**Planar electrostatic potential through a Mo₃Pt₄ slab: exponential edge and one well per layer**

The table holds the planar mean of the smooth electrostatic potential energy of an electron, counted from the Fermi level, through a relaxed seven-layer Mo₃Pt₄ slab, computed with Ansatz 0.2.0 (plane-wave PAW, PBEsol, spin-orbit coupling). The program tests an exponential vacuum tail against the decay constant 2√(2mW)/ħ, and a sum of sech² wells, one per layer, placed on even or actual layer positions with common or separate Mo and Pt constants. The tail decays at 2.26 Å⁻¹ against 2.06 Å⁻¹ from theory, and the law ends at 6.98 Å. The even ladder misses the rows at 8.14 and 9.30 Å by about 4.6 eV with opposite signs; actual positions lower the rms misfit from 1.80 to 0.41 eV, separate wells alone only to 1.34 eV. The best fit leaves 0.82 eV at 8.14 Å, a residual that changes sign with the well shape.

Ansatz 0.2.0, plane-wave PAW calculation with PBEsol and spin-orbit coupling for a relaxed seven-layer Mo₃Pt₄ slab, with a 420 eV cutoff, a 13 × 9 × 1 k mesh, Gaussian smearing of 0.1 eV and a dipole correction. The potential energy is the planar mean of the smooth electrostatic part, counted from the Fermi level.

## Analysis program

```python
# Table: planar mean of the smooth electrostatic potential energy (eV from the Fermi level) along c through a
# Mo3Pt4 slab; Ansatz 0.2.0, PBEsol, spin-orbit, PAW. Tested: exponential vacuum tail against 2*sqrt(2mW)/hbar,
# and a sum of one well per layer on even or actual layer positions, with common or separate Mo and Pt wells.
T = {
    'height': [2.91, 3.49, 4.07, 4.65, 5.23, 5.82, 6.4, 6.98, 7.56, 8.14, 8.72, 9.3, 9.89, 10.47, 11.05, 11.63, 12.21, 12.79, 13.38, 13.96, 14.54, 15.12, 15.7, 16.28, 16.87, 17.45, 18.03, 18.61, 19.19, 19.77, 20.36],  # angstrom
    'potential': [4.04, 4.04, 4.03, 4.0, 3.89, 3.47, 1.91, -4.87, -14.89, -16.97, -16.31, -9.47, -11.49, -14.78, -12.16, -15.49, -12.16, -14.78, -11.49, -9.47, -16.31, -16.97, -14.89, -4.87, 1.91, 3.47, 3.89, 4.0, 4.03, 4.04, 4.04],  # eV
}
import numpy as np
from scipy import constants as C
from scipy.optimize import least_squares
# typed from the geometry and further outputs of the same run
c, A, W, EF, Umean = 23.263, 10.79507, 4.04364, 7.45371, 4.210421
zs = c*np.array([0.329, 0.376, 0.442, 0.500, 0.558, 0.624, 0.671])
mo = np.array([1, 0, 0, 1, 0, 0, 1], bool)
h = np.array(T['height'], float); U = np.array(T['potential'], float)
n = np.round(h/(c/40)); z = n*c/40; D = W - U; asym = np.abs(U - U[::-1]).max()
print(f"step c/40 = {c/40:.4f} A; mirror mismatch {asym:.3f} eV; rounding 0.005 eV; end row minus W {U[0]-W:+.4f} eV")
g = np.diff(zs); ze = np.linspace(zs[0], zs[-1], 7)
print("layers Mo Pt Pt Mo (A):", np.round(zs[:4], 2), " evenly spaced:", np.round(ze[:4], 2))
print(f"gaps {g[0]:.2f} {g[1]:.2f} {g[2]:.2f} A, mean {g.mean():.3f}; outer vs inner Mo-Pt gap {100*(g[0]/g[2]-1):+.0f} %")
t = (n >= 8) & (n <= 11)   # above rounding and more than 1 A outside the first ions
lam, b = np.polyfit(z[t], np.log(D[t]), 1, w=D[t])
k = C.hbar**2/(2*C.m_e*C.e)*1e20; lam0 = 2*np.sqrt(W/k); q = C.e/C.epsilon_0*1e10
print(f"tail decay: fit {lam:.3f} 1/A, theory {lam0:.3f} 1/A, ratio {lam/lam0:.3f}; factor per step {np.exp(lam*c/40):.2f}")
print(f"binding energy implied by fit {k*lam**2/4:.2f} eV, {k*lam**2/4-W:+.2f} eV from W")
i = np.where(n == 11)[0][0]
print(f"Poisson at {h[i]:.2f} A: density {lam**2*D[i]/q:.3f} e/A^3, {lam*D[i]*A/q:.2f} e per cell further out")
print("height, deficit W-U, exponential, difference (eV), ratio to row before; * fitted")
for j in np.where((n >= 7) & (n <= 13))[0]:
    e = np.exp(b + lam*z[j]); r = f"{D[j]/D[j-1]:.2f}" if n[j] > 8 else "-"
    print(f"{h[j]:6.2f} {D[j]:7.3f} {e:7.3f} {D[j]-e:+8.3f} {r}{' *' if t[j] else ''}")
sech = lambda x: 1/np.cosh(x)**2
gau = lambda x: np.exp(-x*x)
def wells(x, p, pos, f):
    a = np.where(mo, p[0], p[-2]); w = np.where(mo, p[1], p[-1])
    return a*f((np.atleast_1d(x)[:, None] - pos)/w)
m = n <= 20; R = {}; P = {}
print("well sums, 16 independent rows: depth (eV), width (A) [Mo, Pt]; rms; worst row")
for name, pos, x0, f in [("even, common", ze, [16, .75], sech), ("even, Mo/Pt", ze, [16, .75]*2, sech),
                         ("actual, common", zs, [16, .75], sech), ("actual, Mo/Pt", zs, [16, .75]*2, sech),
                         ("actual, Mo/Pt, Gaussian", zs, [16, .8]*2, gau)]:
    s = least_squares(lambda p: U[m] - W + wells(z[m], p, pos, f).sum(1), x0, bounds=(0.1, 40))
    R[name] = s.fun; P[name] = s.x; j = np.abs(s.fun).argmax()
    print(f"{name}: {np.round(s.x, 2)} rms {np.sqrt(np.mean(s.fun**2)):.2f} eV, worst {h[j]:.2f} A {s.fun[j]:+.2f} eV")
print("height, U, A to nearest layer; table-model (eV): even common, even Mo/Pt, actual common, actual Mo/Pt")
for j in np.where(m & (n >= 10))[0]:
    print(f"{h[j]:6.2f} {U[j]:7.2f} {np.abs(z[j]-zs).min():5.2f} " + " ".join(f"{R[x][j]:+6.2f}" for x in list(R)[:4]))
p = P["actual, Mo/Pt"]; x = np.linspace(6, c/2 + 0.1, 3000); y = W - wells(x, p, zs, sech).sum(1); dy = np.gradient(y, x)
print(f"site rounding {0.0005*c:.3f} A x steepest model slope {np.abs(dy).max():.1f} eV/A = {0.0005*c*np.abs(dy).max():.2f} eV")
for nn in (14, 16, 19):
    j = np.where(n == nn)[0][0]
    print(f"row {h[j]:.2f}: wells of layers 1-4 give {np.round(wells(z[j], p, zs, sech)[0][:4], 1)} eV, table deficit {D[j]:.2f}")
mid = (zs[:3] + zs[1:4])/2
print("model U at mid-gap of gaps 1-3 (eV):", np.round(W - wells(mid, p, zs, sech).sum(1), 2))
ex = np.where(dy[1:]*dy[:-1] < 0)[0]
print("model extrema A(eV):", " ".join(f"{x[j]:.2f}({y[j]:.1f})" for j in ex))
inn = (n >= 13) & (n <= 27); Ui = U[inn]; row = lambda a: U[n == a][0]
print(f"interior rows: mean {Ui.mean():.2f}, range {Ui.max()-Ui.min():.2f} eV; deepest row vs centre row {U.min()-row(20):+.2f} eV")
print(f"row 9.30 minus row 11.05: {row(16)-row(19):+.2f} eV; row 8.14 minus row 11.05: {row(14)-row(19):+.2f} eV")
print(f"vacuum minus cell mean (eV): run {W+EF-Umean:.3f}, rows {D.sum()/40:.3f}, wells {2*(3*p[0]*p[1]+4*p[2]*p[3])/c:.3f}")
rms = {a: np.sqrt(np.mean(v**2)) for a, v in R.items()}
assert asym < 0.011 and np.abs(z - h).max() < 0.006
assert 0.9 < lam/lam0 < 1.3
assert np.abs(z[U.argmin()] - zs).min() > 0.3
assert rms["actual, common"] < rms["even, Mo/Pt"]
```

Running it gives:

```
step c/40 = 0.5816 A; mirror mismatch 0.000 eV; rounding 0.005 eV; end row minus W -0.0036 eV
layers Mo Pt Pt Mo (A): [ 7.65  8.75 10.28 11.63]  evenly spaced: [ 7.65  8.98 10.31 11.63]
gaps 1.09 1.54 1.35 A, mean 1.326; outer vs inner Mo-Pt gap -19 %
tail decay: fit 2.258 1/A, theory 2.060 1/A, ratio 1.096; factor per step 3.72
binding energy implied by fit 4.86 eV, +0.81 eV from W
Poisson at 6.40 A: density 0.060 e/A^3, 0.29 e per cell further out
height, deficit W-U, exponential, difference (eV), ratio to row before; * fitted
  4.07   0.014   0.011   +0.002 -
  4.65   0.044   0.041   +0.002 - *
  5.23   0.154   0.154   -0.001 3.52 *
  5.82   0.574   0.574   -0.000 3.73 *
  6.40   2.134   2.134   +0.000 3.72 *
  6.98   8.914   7.934   +0.980 4.18
  7.56  18.934  29.501  -10.568 2.12
well sums, 16 independent rows: depth (eV), width (A) [Mo, Pt]; rms; worst row
even, common: [16.64  0.72] rms 1.80 eV, worst 9.30 A +4.60 eV
even, Mo/Pt: [18.67  0.83 15.35  0.64] rms 1.34 eV, worst 8.14 A -3.60 eV
actual, common: [16.71  0.72] rms 0.41 eV, worst 8.14 A -1.02 eV
actual, Mo/Pt: [17.09  0.76 16.25  0.71] rms 0.27 eV, worst 8.14 A -0.82 eV
actual, Mo/Pt, Gaussian: [17.77  0.8  17.46  0.75] rms 0.29 eV, worst 6.40 A -0.66 eV
height, U, A to nearest layer; table-model (eV): even common, even Mo/Pt, actual common, actual Mo/Pt
  5.82    3.47  1.84  -0.16  +0.28  -0.14  -0.01
  6.40    1.91  1.26  -0.16  +1.13  -0.08  +0.31
  6.98   -4.87  0.67  -0.95  +1.40  -0.66  +0.03
  7.56  -14.89  0.09  -1.29  +0.24  -0.13  +0.04
  8.14  -16.97  0.49  -4.58  -3.60  -1.02  -0.82
  8.72  -16.31  0.02  -1.72  -1.87  +0.36  +0.35
  9.30   -9.47  0.56  +4.60  +2.56  +0.90  +0.31
  9.89  -11.49  0.40  +1.83  -0.59  +0.33  -0.21
 10.47  -14.78  0.19  +0.58  +0.24  -0.05  -0.12
 11.05  -12.16  0.58  +0.23  +0.87  -0.10  +0.16
 11.63  -15.49  0.00  +0.39  +1.09  +0.27  +0.31
site rounding 0.012 A x steepest model slope 19.3 eV/A = 0.22 eV
row 8.14: wells of layers 1-4 give [11.6  8.4  0.1  0. ] eV, table deficit 21.01
row 9.30: wells of layers 1-4 give [0.9 9.2 3.6 0.2] eV, table deficit 13.51
row 11.05: wells of layers 1-4 give [ 0.   0.1  5.9 10. ] eV, table deficit 16.20
model U at mid-gap of gaps 1-3 (eV): [-16.16  -8.63 -12.1 ]
model extrema A(eV): 7.86(-16.4) 8.16(-16.1) 8.59(-17.0) 9.53(-8.6) 10.33(-15.1) 10.94(-12.1) 11.63(-15.8)
interior rows: mean -13.84, range 7.50 eV; deepest row vs centre row -1.48 eV
row 9.30 minus row 11.05: +2.69 eV; row 8.14 minus row 11.05: -4.81 eV
vacuum minus cell mean (eV): run 7.287, rows 7.299, wells 7.305
```
